**Slater transition state against ΔSCF for K and L1 levels, oxygen to vanadium**

The table holds the 1s and 2s eigenvalues at half occupation and their differences from ΔSCF, from spherical, spin-unpolarised Dirac-Kohn-Sham LDA. The program compares the K differences with a parameter-free variational 1s model, in which LDA exchange gives a positive term linear in $Z$ and orbital relaxation a negative constant, and fits a line to the rows from oxygen to calcium. The model has the right form but lies 0.24 to 0.50 eV too high, and the fitted slope is 0.62 of the model's; a crude frozen-orbital estimate shows that dilution of exchange by other electrons is of the size needed to lower the K slope and to flatten L1. A $Z^2$ form fits worse than the line, and scandium to vanadium fall 0.03 to 0.04 eV below it. From calcium to titanium the L and M levels share a step of −0.05 to −0.06 eV that 4s does not follow.

Neutral atoms computed with Radial Dirac-Fock and Kohn-Sham solver 2, using Dirac-Kohn-Sham LDA (Slater exchange, VWN correlation) and a finite nucleus, spherical and without spin polarisation. The half occupied eigenvalue is minus the orbital energy with half an electron removed from the level, relative to the vacuum level.

## The fit in Python

```python
# Table: Slater transition state (minus eigenvalue at half occupation) and its difference from Delta-SCF,
# K and L1 levels, O-V, radial Dirac-Kohn-Sham LDA solver, spherical, no spin polarisation.
# Tested: midpoint-rule residue = negative constant (relaxation) + LDA exchange term linear in Z; 3d step.
T = {
    'ion': ['O', 'F', 'Ne', 'Mg', 'Al', 'Si', 'P', 'S', 'Cl', 'Ar', 'K', 'Ca', 'Sc', 'Ti', 'V'],
    'Z': [8, 9, 10, 12, 13, 14, 15, 16, 17, 18, 19, 20, 21, 22, 23],
    'configuration': ['[He] 2s2 2p4', '[He] 2s2 2p5', '[He] 2s2 2p6', '[Ne] 3s2', '[Ne] 3s2 3p1', '[Ne] 3s2 3p2', '[Ne] 3s2 3p3', '[Ne] 3s2 3p4', '[Ne] 3s2 3p5', '[Ne] 3s2 3p6', '[Ar] 4s1', '[Ar] 4s2', '[Ar] 3d1 4s2', '[Ar] 3d2 4s2', '[Ar] 3d3 4s2'],
    'level_half_occupied_eigenvalue_K': [550.5, 703.2, 874.7, 1315.8, 1573.1, 1853.8, 2157.8, 2485.5, 2836.7, 3211.5, 3619.8, 4053.5, 4506.5, 4983.6, 5484.8],  # eV
    'level_less_delta_scf_K': [-0.21, -0.19, -0.18, -0.13, -0.1, -0.08, -0.05, -0.03, 0.0, 0.02, 0.03, 0.06, 0.05, 0.07, 0.09],  # eV
    'level_half_occupied_eigenvalue_L1': [31.318, 38.103, 45.45, 90.789, 119.92, 152.16, 187.6, 226.3, 268.29, 313.61, 371.35, 433.8, 493.49, 556.25, 622.26],  # eV
    'level_less_delta_scf_L1': [-0.11, -0.12, -0.12, -0.14, -0.14, -0.14, -0.14, -0.14, -0.14, -0.14, -0.14, -0.14, -0.19, -0.2, -0.2],  # eV
}
import numpy as np
from scipy.constants import physical_constants as pc
from scipy.integrate import simpson
Ha = pc['Hartree energy in eV'][0]
ion = T['ion']; Z = np.array(T['Z'], float)
tK, dK, tL, dL = (np.array(T['level_' + k], float) for k in ('half_occupied_eigenvalue_K', 'less_delta_scf_K', 'half_occupied_eigenvalue_L1', 'less_delta_scf_L1'))
Cx = 0.75*(3/np.pi)**(1/3); a = Cx*27/64/np.pi**(1/3)
E = lambda n, z: -n/2*(z - 5*n/16 + a*n**(1/3))**2*Ha      # 1s^n, variational exponent, no parameters
dE = lambda n, z: (E(n + 1e-3, z) - E(n - 1e-3, z))/2e-3
mod = -dE(1.5, Z) - (E(1, Z) - E(2, Z)); pm = np.polyfit(Z, mod, 1)
nod = Z <= 20                                              # Sc-V left out: 3d shell occupied
p1 = np.polyfit(Z[nod], dK[nod], 1); fit = np.polyval(p1, Z)
rms = lambda x: np.sqrt(np.mean(x**2))
print('rounding floor of residues: +-0.005 eV, rms 0.003 eV')
print('ion dK/eV line(O-Ca) resid | 1s model, table-model | dK/TS ppm | dL1/eV dL1/TS %')
for i, s in enumerate(ion):
    print(f'{s:2s} {dK[i]:+.2f} {fit[i]:+.3f} {dK[i]-fit[i]:+.3f} | {mod[i]:+.3f} {dK[i]-mod[i]:+.3f} | {1e6*dK[i]/tK[i]:+.0f} | {dL[i]:+.2f} {100*dL[i]/tL[i]:+.3f}')
w = np.argmax(abs(dK - fit)*nod)
print(f'line O-Ca: {p1[1]:+.3f} {p1[0]:+.4f} Z eV, zero Z={-p1[1]/p1[0]:.1f}, rms {rms((dK-fit)[nod]):.4f}, worst {ion[w]}; total rise O-V {dK[-1]-dK[0]:.2f} eV')
print(f'1s model: {pm[1]:+.3f} {pm[0]:+.4f} Z eV, zero Z={-pm[1]/pm[0]:.1f}; slope table/model {p1[0]/pm[0]:.2f}')
p2 = np.polyfit(Z[nod]**2, dK[nod], 1); pa = np.polyfit(Z, dK, 1)
print(f'alt a+bZ^2 O-Ca: rms {rms((dK-np.polyval(p2, Z**2))[nod]):.4f}, Sc-V resid', np.round((dK - np.polyval(p2, Z**2))[~nod], 3))
A = np.c_[np.ones_like(Z), Z, ~nod]; c = np.linalg.lstsq(A, dK, rcond=None)[0]
print(f'all rows: one line slope {pa[0]:.4f} rms {rms(dK-np.polyval(pa, Z)):.4f}; line+3d step {c[2]:+.3f} eV rms {rms(dK-A@c):.4f}')
for nm, lo, hi in (('O-Ne', 8, 10), ('Mg-Ar', 12, 18), ('Mg-Ca', 12, 20), ('Sc-V', 21, 23)):
    m = (Z >= lo) & (Z <= hi)
    print(f'{nm}: K slope {np.polyfit(Z[m], dK[m], 1)[0]:+.4f}, L1 slope {np.polyfit(Z[m], dL[m], 1)[0]:+.4f} eV/Z, L1 mean {dL[m].mean():+.3f} eV')
r = np.logspace(-5, 1.5, 4001)
def xres(z, shell, bg):    # exchange-only residue, frozen hydrogenic K and L orbitals, Slater-rule charges, full L shell
    u, v = z - 0.3, z - 4.15
    s1 = 4*u**3*np.exp(-2*u*r); s2 = v**3/2*(1 - v*r/2)**2*np.exp(-v*r); p = v**3/24*(v*r)**2*np.exp(-v*r)
    f, b = (s1, 2*s2 + 6*p) if shell == 'K' else (s2, 2*s1 + 6*p)
    f = f/(4*np.pi); b = bg*b/(4*np.pi)
    y = 4/3*(1.5*f + b)**(1/3)*f - (2*f + b)**(4/3) + (f + b)**(4/3)
    return Cx*Ha*simpson(4*np.pi*r*r*y, x=r)
for sh in ('K', 'L1'):
    s0, s1 = ((xres(20, sh, g) - xres(12, sh, g))/8 for g in (0, 1))
    print(f'crude exchange slope Mg-Ca {sh}: alone {s0:+.4f}, with other K,L density {s1:+.4f} eV/Z')
c21 = 4/3*1.5**(1/3) - 2**(4/3) + 1; c10 = 4/3*0.5**(1/3) - 1
print(f'n^(4/3) midpoint factor: 2->1 {c21:.5f}, 1->0 {c10:.5f}, ratio {c10/c21:.1f}')
# typed from further outputs of the same runs (eV): Delta-SCF plus ground eigenvalue (K, L1), L1 transition state, L1 Delta-SCF
X = {'O': (39.8463, 7.67195, 31.3183, 31.4286), 'Mg': (62.5613, 11.6283, 90.7888, 90.928), 'Al': (69.014, 12.5521, 119.915, 120.06),
     'P': (82.0147, 14.6092, 187.601, 187.744), 'S': (88.5222, 15.6709, 226.301, 226.442), 'Cl': (95.0323, 16.7412, 268.293, 268.433),
     'Ar': (101.547, 17.8169, 313.605, 313.744), 'K': (108.729, 19.2897, 371.346, 371.49), 'Ca': (116.055, 20.8895, 433.8, 433.936),
     'Ti': (128.271, 21.1015, 556.251, 556.451), 'V': (134.593, 21.528, 622.257, 622.461)}
print('L1 residue, finer (eV, floor 0.001):', ' '.join(f'{k}{v[2]-v[3]:+.3f}' for k, v in X.items()))
print('residue/ground-eigenvalue error K %:', ' '.join(f'{k}{100*dK[ion.index(k)]/v[0]:+.2f}' for k, v in X.items()))
print('residue/ground-eigenvalue error L1 %:', ' '.join(f'{k}{100*(v[2]-v[3])/v[1]:+.2f}' for k, v in X.items()))
gm = lambda z: E(1, z) - E(2, z) + dE(2, z)
print(f'ground-eigenvalue error K: model O {gm(8):.1f} V {gm(23):.1f} eV (runs {X["O"][0]:.1f}, {X["V"][0]:.1f}), model slope {gm(9)-gm(8):.2f} eV/Z')
for x, y in (('O', 'V'), ('Al', 'Ar'), ('Ar', 'Ca'), ('Ca', 'Ti'), ('Ti', 'V')):
    n = Z[ion.index(y)] - Z[ion.index(x)]
    print(f'  its slope in runs {x}-{y}: K {(X[y][0]-X[x][0])/n:.2f}, L1 {(X[y][1]-X[x][1])/n:.2f} eV/Z')
# further outputs: (Ca transition state, Ca Delta-SCF, Ti transition state, Ti Delta-SCF); potassium 4s pair below
Y = {'L1': X['Ca'][2:] + X['Ti'][2:], 'L3': (356.735, 356.915, 466.213, 466.45), 'M1': (53.9037, 53.9845, 69.1812, 69.3171),
     'M3': (34.4455, 34.5308, 45.1577, 45.2893), 'N1': (6.42684, 6.45639, 7.4954, 7.52755)}
print('residue change Ca->Ti (eV):', ' '.join(f'{k}{(v[2]-v[3])-(v[0]-v[1]):+.3f}' for k, v in Y.items()))
print(f'4s residue: potassium {4.42509-4.40244:+.3f}, Ca {Y["N1"][0]-Y["N1"][1]:+.3f}, Ti {Y["N1"][2]-Y["N1"][3]:+.3f} eV')
assert dK[0] < 0 < dK[-1] and 0 < p1[0] < pm[0]
assert (dL < 0).all() and np.ptp(dL[(Z >= 12) & nod]) < 0.011
assert dL[~nod].max() < dL[nod].min() - 0.03 and ((dK - fit)[~nod] < -0.015).all()
```

Running it gives:

```
rounding floor of residues: +-0.005 eV, rms 0.003 eV
ion dK/eV line(O-Ca) resid | 1s model, table-model | dK/TS ppm | dL1/eV dL1/TS %
O  -0.21 -0.216 +0.006 | +0.032 -0.242 | -381 | -0.11 -0.351
F  -0.19 -0.193 +0.003 | +0.069 -0.259 | -270 | -0.12 -0.315
Ne -0.18 -0.170 -0.010 | +0.107 -0.287 | -206 | -0.12 -0.264
Mg -0.13 -0.124 -0.006 | +0.181 -0.311 | -99 | -0.14 -0.154
Al -0.10 -0.101 +0.001 | +0.218 -0.318 | -64 | -0.14 -0.117
Si -0.08 -0.077 -0.003 | +0.256 -0.336 | -43 | -0.14 -0.092
P  -0.05 -0.054 +0.004 | +0.293 -0.343 | -23 | -0.14 -0.075
S  -0.03 -0.031 +0.001 | +0.330 -0.360 | -12 | -0.14 -0.062
Cl +0.00 -0.008 +0.008 | +0.368 -0.368 | +0 | -0.14 -0.052
Ar +0.02 +0.015 +0.005 | +0.405 -0.385 | +6 | -0.14 -0.045
K  +0.03 +0.038 -0.008 | +0.442 -0.412 | +8 | -0.14 -0.038
Ca +0.06 +0.061 -0.001 | +0.480 -0.420 | +15 | -0.14 -0.032
Sc +0.05 +0.084 -0.034 | +0.517 -0.467 | +11 | -0.19 -0.039
Ti +0.07 +0.108 -0.038 | +0.554 -0.484 | +14 | -0.20 -0.036
V  +0.09 +0.131 -0.041 | +0.591 -0.501 | +16 | -0.20 -0.032
line O-Ca: -0.401 +0.0231 Z eV, zero Z=17.3, rms 0.0056, worst Ne; total rise O-V 0.30 eV
1s model: -0.267 +0.0373 Z eV, zero Z=7.1; slope table/model 0.62
alt a+bZ^2 O-Ca: rms 0.0118, Sc-V resid [-0.061 -0.076 -0.093]
all rows: one line slope 0.0209 rms 0.0122; line+3d step -0.037 eV rms 0.0051
O-Ne: K slope +0.0150, L1 slope -0.0050 eV/Z, L1 mean -0.117 eV
Mg-Ar: K slope +0.0250, L1 slope -0.0000 eV/Z, L1 mean -0.140 eV
Mg-Ca: K slope +0.0233, L1 slope +0.0000 eV/Z, L1 mean -0.140 eV
Sc-V: K slope +0.0200, L1 slope -0.0050 eV/Z, L1 mean -0.197 eV
crude exchange slope Mg-Ca K: alone +0.0373, with other K,L density +0.0227 eV/Z
crude exchange slope Mg-Ca L1: alone +0.0096, with other K,L density +0.0007 eV/Z
n^(4/3) midpoint factor: 2->1 0.00644, 1->0 0.05827, ratio 9.0
L1 residue, finer (eV, floor 0.001): O-0.110 Mg-0.139 Al-0.145 P-0.143 S-0.141 Cl-0.140 Ar-0.139 K-0.144 Ca-0.136 Ti-0.200 V-0.204
residue/ground-eigenvalue error K %: O-0.53 Mg-0.21 Al-0.14 P-0.06 S-0.03 Cl+0.00 Ar+0.02 K+0.03 Ca+0.05 Ti+0.05 V+0.07
residue/ground-eigenvalue error L1 %: O-1.44 Mg-1.20 Al-1.16 P-0.98 S-0.90 Cl-0.84 Ar-0.78 K-0.75 Ca-0.65 Ti-0.95 V-0.95
ground-eigenvalue error K: model O 57.0 V 170.7 eV (runs 39.8, 134.6), model slope 7.58 eV/Z
  its slope in runs O-V: K 6.32, L1 0.92 eV/Z
  its slope in runs Al-Ar: K 6.51, L1 1.05 eV/Z
  its slope in runs Ar-Ca: K 7.25, L1 1.54 eV/Z
  its slope in runs Ca-Ti: K 6.11, L1 0.11 eV/Z
  its slope in runs Ti-V: K 6.32, L1 0.43 eV/Z
residue change Ca->Ti (eV): L1-0.064 L3-0.057 M1-0.055 M3-0.046 N1-0.003
4s residue: potassium +0.023, Ca -0.030, Ti -0.032 eV
```
